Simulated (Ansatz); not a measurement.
## A substitution series on Si: NH2 to Cl

On one Si centre that keeps OH, n of the NH2 ligands are replaced by Cl. The HOMO–LUMO gap y in eV at wB97X-V/def2-TZVPP. Shapes: PBE0-D4/def2-TZVP. Flexible molecules stand in one conformer, not always the lowest. Programs: Ansatz 0.2.0.

```
      molecule  n  y (eV)
  Si(NH2)3(OH)  0   11.92
Si(NH2)2(OH)Cl  1       ?
Si(NH2)(OH)Cl2  2   13.06
     Si(OH)Cl3  3   13.91
```

Q: Fit y = c + s·n to the known rows and predict Si(NH2)2(OH)Cl.

A: 
1. Means of the 3 rows: n = 1.66667, y = 12.963.
2. Σ(Δn)² = 4.6667, Σ(Δn·Δy) = 3.0333, so the slope is 3.0333/4.6667 = 0.64999.
3. Intercept: 12.963 − (0.64999) × 1.66667 = 11.880. The largest residual of the fit is 0.12.
4. Si(NH2)2(OH)Cl: 11.880 + (0.64999) × 1 = 12.53 eV.

The run gave 12.83 eV, so the prediction is off by -0.30 eV, more than the largest residual. The steps per swap are uneven (+0.91, +0.23, +0.85), so a line is a poor model. Other levels give for Si(NH2)2(OH)Cl: PBE-D4/def2-TZVPP 6.11; PBE0-D4/def2-TZVPP 8.46 eV. Orbital gaps aren't excitation energies, and the LUMO depends on the basis.

The gap widens with every replacement of NH2 by Cl, but most of the gain comes in the first and last steps. The likely cause is the occupied side. Nitrogen lone pairs lie higher than those of chlorine or oxygen, so each swap removes a high-lying donor, while the electron-withdrawing chlorine stabilises those that remain. Chlorine should also lower the Si–ligand antibonding levels, which by itself would narrow the gap, so the HOMO probably falls faster than the LUMO.

The last swap differs in kind, since it removes the only remaining nitrogen lone pair and should leave a HOMO of chlorine and oxygen character. The small middle step may reflect a changed orientation of the amino groups, which alters how their lone pairs mix with each other and with the Si–ligand bonds. The ordering therefore supports a substituent effect, but not a constant increment per chlorine. Without the separate frontier-orbital energies, the shares of HOMO and LUMO in each step remain open.
